MP2 gets the atomization energy of H₂B–Si almost right for a poor reason: it places the molecule and the separated atoms too high by nearly the same 1.2 eV. Phaseless AFQMC with a Hartree–Fock trial does the opposite. Its molecule is right within the noise, its atoms are not, and the binding comes out about 0.2 eV too strong. Both irregular rows follow from the fact that an atomization energy is a difference, so a level is judged by how its error is divided between atoms and molecule.

Errors in the atomization energy of BH₂Si (neutral doublet, PBE0/def2-TZVP geometry), without the zero-point term, for HF, MP2, coupled cluster and AFQMC. All levels use the cc-pVDZ basis and frozen cores, with a UHF determinant for the molecule. Calculated with Ansatz 0.2.0 and an in-house AFQMC program (afq 1).

| level | this level less the reference (CCSDT(Q), same basis) (meV) | statistical noise, one standard error (meV) |
| --- | --- | --- |
| HF | -1752.0 | 0.00 |
| MP2 | -23.0 | 0.00 |
| CCSD | -113.0 | 0.00 |
| CCSD(T) | -18.0 | 0.00 |
| ph-AFQMC/HF | 207.0 | 55.00 |
| ph-AFQMC/CISD | -19.0 | 9.00 |
| released AFQMC | 24.0 | 13.00 |
| free AFQMC | -23.0 | 14.00 |

A negative error means that the level binds the molecule too weakly compared with CCSDT(Q) in the same basis. In the AFQMC rows, "ph" stands for the phaseless constraint, which uses a trial wave function to keep the random walk stable at the price of a bias. The name after the slash is that trial. "Released" means that the constraint is let go after a constrained walk, and "free" that there was none. The noise column does not include the bias of the constraint or, in the free walk, what is left of the starting state.

## Two errors in every row

The atomization energy is the energy of the atoms less that of the molecule. Its error is therefore

error of atomization = error of the atoms − error of the molecule.

The same calculations give the molecule's total energy at each level, so its error against CCSDT(Q) is known directly. The atomic part then follows by subtraction. It was not checked by separate atomic results, and it holds if each row was built from these molecular runs. The output after this text lists both parts.

## Why Hartree–Fock binds too weakly

Hartree–Fock leaves out electron correlation, much of which comes from electrons that share an orbital. The separated atoms have two valence pairs, 2s² on boron and 3s² on silicon. The molecule has four: two B–H bonds, the B–Si bond and a lone pair on silicon, with one odd electron left over. Binding thus creates two pairs whose correlation Hartree–Fock misses, and the error of −1752 meV amounts to about 0.9 eV for each. This is a net average and not the correlation energy of one pair, because electrons in different orbitals correlate too and the pairs of the free atoms change when the bonds form.

The hydrogen molecule shows the same effect in its simplest form. Two separate H atoms have no pair and H₂ has one, which Hartree–Fock places too high by roughly 1 eV (a recalled figure). Since the atoms have no correlation error, the whole error of the molecule passes into the atomization energy. The analogy ends there, because boron and silicon bring pairs of their own, and errors in those pairs can cancel part of the molecular error or add an error of their own.

One reservation belongs to the Hartree–Fock row. The determinant used for the molecule is a saddle point, so a lower Hartree–Fock solution exists. With that solution the Hartree–Fock error would be smaller in size, and the levels built on the determinant could shift as well.

## A simple estimate, and where it fails

Suppose that a level misses the same fraction of the correlation energy in the atoms as in the molecule. It then misses that fraction of the correlation part of the binding too, which is the Hartree–Fock error. Nothing is fitted. The Hartree–Fock row sets the scale, and the other rows test the assumption.

For CCSD the steps are short. The molecule lies 184 meV too high, out of a correlation energy of 5161 meV, so the missed fraction is 184/5161 = 0.036. The expected error is −0.036 × 1752 meV, or about −62 meV. The table has −113 meV, so the estimate gives the sign and the order of magnitude but only about half of the size.

The shortfall shows that CCSD treats the atoms better than the molecule. What it lacks is mainly the joint excitation of three electrons. Boron has only three valence electrons and silicon four, whereas the molecule has nine, which offer many more such triples. The perturbative triples of CCSD(T) accordingly lower the molecule by 143 meV and the atoms by only 48 meV. The remaining error is −18 meV, close to the −14 meV of the equal-fraction estimate.

## Why MP2 looks so good

For MP2 the same estimate gives about −0.4 eV, far from the −23 meV in the table. The assumption of equal fractions is what breaks down. MP2 misses 24% of the correlation energy in the molecule but 35% in the atoms. The atoms have less correlation energy to lose, yet MP2 loses a larger part of it, and the two losses end up nearly equal.

Theory offers a reason for the poor atomic share. In boron and silicon, empty p orbitals lie close above the filled s orbital, and the s² pair mixes strongly with p². Second-order theory lets each excited pair interact with the Hartree–Fock state but not with the other excited pairs, and so it describes such mixing badly. In the molecule, boron's s orbital and two of its p orbitals are taken up by bonds, which should ease the problem there. Silicon keeps a lone pair with an empty p orbital beside it, so its relief is probably smaller. This would explain why the atoms fare worse, though no run here tests it. It does not say why the two errors agree within 2%, which is best regarded as luck.

## Why the Hartree–Fock trial binds too strongly

With this trial the excess binding is 207 ± 55 meV. The molecule lies 12 meV below the reference with a noise of 53 meV, so no error is resolved there. The atoms, by subtraction, are about 195 meV too high. Raising the atoms widens the gap to the molecule, which is why this row has the opposite sign to the Hartree–Fock row.

The molecular run is not a clean one: its energy still drifts, it missed its target for the noise, and the quoted noise may be too small. This weakens the statement that the molecule is right. It does not touch the atomic part, because the same molecular energy enters the row and the subtraction and drops out.

The trial is the likely culprit. When it is replaced by a CISD wave function, which contains single and double excitations, the atomic part falls from 195 to 7 meV. A single determinant contains no p² component, so it may steer the walk badly in just those atoms where this component is large. That last step is plausible but untested here.

## The three best AFQMC rows

With the CISD trial, and in the released and free walks, the atomic part stays below 10 meV. What distinguishes these rows is almost entirely the molecular run, as in H₂. A molecular energy slightly too low gives a positive error, and one slightly too high gives a negative error.

These molecular energies are not settled to the last 20 meV. After the constraint is let go, the energy falls by 39 meV, 17 meV of it in the last interval, so there is no clear sign that it has levelled off. The free walk ends 14 meV above its lowest late point, which is about its own noise. The released and free rows differ by 47 ± 19 meV although neither has a constraint at the end, and the three rows should not be ranked.

Nor does their closeness to CCSDT(Q) prove the reference independently. Such a reference was admitted only if it agreed with a released walk within a few tens of meV.

## What to do about it

- **Look at both parts.** Before trusting a small atomization error, compare the total energy of the molecule with a better level. For MP2 this exposes an error of 1.2 eV behind a result that seems accurate to 23 meV.
- **Do not carry the MP2 result over to other reactions.** The cancellation was found between this molecule and its free atoms, and another reaction compares other species. CCSD(T) is safer, since its molecule and its atoms are each within about 40 meV of the reference.
- **In AFQMC, test the atoms as carefully as the molecule.** They are small, but with a poor trial they can dominate the error. Here the better trial removes nearly all of the atomic error. Letting the constraint go was tried only with that trial, so it is not known whether it would rescue the poor one.

Small fragments with B–Si bonds are of interest where silicon is grown from hydride gases and doped with boron. Reaction energies enter gas-phase equilibria through an exponential, so an error of 0.1 eV, as CCSD has here, would matter. All the errors above are relative to CCSDT(Q) in one small basis with frozen cores, and the distance to experiment is a separate question.

The analysis program printed:

```
Where the error sits (meV, positive is too high in energy):
             row  molecule  atoms by subtraction  atomization error  noise of molecular run
              HF      5161                  3409              -1752                       0
             MP2      1215                  1192                -23                       0
            CCSD       184                 70.97               -113                       0
         CCSD(T)     40.58                 22.58                -18                       0
     ph-AFQMC/HF    -11.85                 195.2                207                   52.75
   ph-AFQMC/CISD     25.56                  6.56                -19                   9.353
  released AFQMC    -21.33                  2.67                 24                   13.05
      free AFQMC     23.27                  0.27                -23                   13.55
Share of correlation energy recovered (%) and two limits for the atomization error (meV):
             row  molecule %  atoms %  equal share  exact atoms
              HF           0        0        -1752        -5161
             MP2       76.45    65.02       -412.5        -1215
            CCSD       96.44    97.92       -62.46         -184
         CCSD(T)       99.21    99.34       -13.78       -40.58
     ph-AFQMC/HF       100.2    94.27        4.023        11.85
   ph-AFQMC/CISD        99.5    99.81       -8.678       -25.56
  released AFQMC       100.4    99.92        7.242        21.33
      free AFQMC       99.55    99.99         -7.9       -23.27
Part of the reference atomization energy that HF misses (%): 17.46
Correlation gained per newly formed electron pair (meV): 876
MP2, part of the molecular error offset by the atoms (%): 98.11
MP2, miss of the equal-share limit (prediction less table, meV): -389.5
CCSD, miss of the equal-share limit (prediction less table, meV): 50.54
CCSD(T), miss of the equal-share limit (prediction less table, meV): 4.223
Perturbative triples, lowering of the molecule (meV): 143.4
Perturbative triples, lowering of the atoms by subtraction (meV): 48.39
Perturbative triples, gain in atomization energy (meV): 95
Phaseless AFQMC with HF trial, error in units of its noise: 3.764
Phaseless AFQMC with HF trial, noise left for the atoms (meV, rough): 15.57
Released walk, fall of the molecule over the whole release (meV): 38.93
Released walk, fall in the last interval (meV): 17.1
Free walk, last point above the lowest late point (meV): 14.1
Released less free AFQMC (meV): 47
Noise of that difference (meV): 19.1
```
